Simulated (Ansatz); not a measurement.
**Which isomer of CH3FGe gives these data?**

These gas-phase data were calculated for one isomer of CH3FGe at B3LYP-D3(BJ)/6-311G** (harmonic, unscaled wavenumbers; equilibrium rotational constants with average atomic masses):

```
rotational constants            : 12.11, 7.156, 4.627 GHz
all wavenumbers above 1500 cm⁻¹ : 3108, 3080, 3008
dipole moment                   : 2.24 D (PBE0/def2-TZVPD)
```

Candidates:

(1) `[CH2]=[GeH][F]`, a singlet
(2) `[CH3][Ge][F]`, a singlet

Question: Assign the data to one candidate and say why.

Answer: Candidate (2). No mode falls between 1900 and 2250 cm⁻¹, where the Ge–H stretch of (1) would stand.

The same quantities for all candidates:

```tsv
	rotational constants (GHz)	wavenumbers above 1500 cm⁻¹	dipole (D)	E above the lowest, B3LYP-D3(BJ)/6-311G** (kcal/mol)
(1)	22.46, 6.288, 4.913	3279, 3162, 2212	1.91	35.5
(2)	12.11, 7.156, 4.627	3108, 3080, 3008	2.24	0.0
```

Harmonic stretches to hydrogen usually lie a few per cent above observed fundamentals. Each candidate is one conformer. Programs: Ansatz 0.2.0.

The rotational constants support the assignment independently of the missing Ge–H stretch. Those of (1) fit a planar molecule, as expected for a germene, whereas those of (2) depart from planarity by about what two out-of-plane methyl hydrogens would cause. The drop in the largest constant from 22.46 to 12.11 GHz suggests a narrower C–Ge–F angle in the germylene, which moves carbon and fluorine away from the long axis. The C–H stretches agree: they are lower in (2), where carbon is sp3 rather than sp2.

The germylene's advantage of 35.5 kcal/mol reflects the preference of germanium for the divalent state. Its 4s electrons remain largely a lone pair, and electronegative fluorine reinforces that s character while donating π density into the empty 4p orbital. The germene instead has a rather weak Ge=C π bond, and a Ge–H bond in place of a stronger C–H bond. This energy gap concerns relative stability only and says nothing about the barrier to hydrogen migration, so (1) could still be a persistent species in isolation.
